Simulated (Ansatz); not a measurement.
## A series in volume scale on LiF

All results are calculated (Ansatz 0.2.0). Free energy against uniform scaling of the volume at fixed shape and fractions; periodic cell, basis, potentials, k mesh and filling as listed.

The cell before it is scaled or strained (space group Fm-3m, No. 225):
```
CELL_PARAMETERS angstrom
0.00000 2.01400 2.01400
2.01400 0.00000 2.01400
2.01400 2.01400 0.00000
ATOMIC_POSITIONS crystal
Li 0.00000 0.00000 0.00000
F 0.50000 0.50000 0.50000
```

Settings of every row: functional PBE; dispersion none; potentials all-electron LAPW; k mesh 8x8x8; k shift 0x0x0; occupations fixed; smearing width 0 eV; spin none; SCF threshold exponent -5.

Limits: loose SCF threshold.

```csv
row,volume scale,V (Å³/atom),energy above lowest point (meV/atom)
1,0.94,7.679,?
2,0.97,7.924,6.3
3,1,8.169,1.4
4,1.03,8.414,0
5,1.06,8.659,1.5
```

Question: what energy above lowest point should row 1 give?

Worked fit of energy above lowest point. Take u = (V_r/V)^(2/3) − 1 with V_r = 8.2915 Å³ an atom, which is twice the finite (Eulerian) strain; such expansions in the strain, on which the Birch-Murnaghan equation of state is built, carry the rest volume and the bulk modulus. The shown rows have u = 0.03068, 0.00997, -0.00973, -0.0285. Least squares give energy above lowest point = 0.3 + 72.1 × u + 4016 × u² meV/atom; a straight line predicts inner rows, each left out in turn, worse (root mean square 2.2 against 0.044 meV/atom). All shown rows lie on it to the printed digit. Its lowest point lies at u = -0.0090, or V = 8.404 Å³ an atom, and the curvature there gives the bulk modulus at fixed shape and fractions, B = (4/9)(1 + u)² E″(u)/V = 66.8 GPa. The withheld row has u = 0.05249, so the fit gives 0.3 + 72.1 × (0.05249) + 4016 × (0.05249)² = 15.1 meV/atom.

The calculation gave 15.3 meV/atom. The fit lies 0.2 meV/atom (1.3 % of the value, 1.3 % of the column's range) below it; its largest miss of a shown row is 0.0 meV/atom. This row lies beyond the range of the fit.
